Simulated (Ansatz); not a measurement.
## A series in volume scale on Ta

Periodic Kohn-Sham DFT of a crystal at fixed atoms, scaled to volume_scale times the given cell; pressure positive in compression, energy less spherical unpolarised free atoms, largest_vzz the field gradient of largest size among the nuclei. The results are calculated, by Ansatz 0.2.0.

The cell before it is scaled or strained (space group Im-3m, No. 229):
```
CELL_PARAMETERS angstrom
-1.65130 1.65130 1.65130
1.65130 -1.65130 1.65130
1.65130 1.65130 -1.65130
ATOMIC_POSITIONS crystal
Ta 0.00000 0.00000 0.00000
```

Settings of every row: method all-electron PAW; functional PBEsol; relativity scalar; k mesh 15x15x15; filling fermi-dirac; smearing width 0.05 eV; nucleus gaussian.

Atom start moment: 0 on all atoms.

Limits: no spin-orbit coupling on heavy atoms.

```csv
row,volume scale,V (Å³/atom),pressure (GPa)
1,0.94,16.93,9.123
2,0.96,17.291,4.254
3,0.98,17.651,-0.157
4,0.99,17.831,-2.199
5,1,18.01,-4.139
6,1.01,18.191,?
7,1.02,18.371,-7.73
8,1.04,18.731,-10.98
9,1.06,19.092,-13.926
```

Question: what pressure should row 6 give?

Worked fit of pressure. Take u = (V_r/V)^(2/3) − 1 with V_r = 17.921 Å³ an atom, which is twice the finite (Eulerian) strain; such expansions in the strain, on which the Birch-Murnaghan equation of state is built, carry the rest volume and the bulk modulus. The shown rows have u = 0.03865, 0.02414, 0.01017, 0.00336, -0.0033, -0.0164, -0.02904, -0.04132. Least squares give pressure = −3.1793 + 290.086 × u + 730.08 × u² GPa; a straight line predicts inner rows, each left out in turn, worse (root mean square 0.38 against 0.0097 GPa). The rows lie off it by 0.000, 0.005, -0.003, -0.003, -0.010, 0.010, 0.008, -0.007 (root mean square 0.0067 GPa). The pressure vanishes at u = 0.0107, or V = 17.64 Å³ an atom, and there the bulk modulus at fixed shape and fractions is B = −V dP/dV = (2/3)(1 + u) dP/du = 206 GPa. The withheld row has u = -0.00992, so the fit gives −3.1793 + 290.086 × (-0.00992) + 730.08 × (-0.00992)² = -5.985 GPa.

The calculation gave -5.98 GPa. The fit lies 0.005 GPa (0.022 % of the column's range) below it; its largest miss of a shown row is 0.010 GPa.
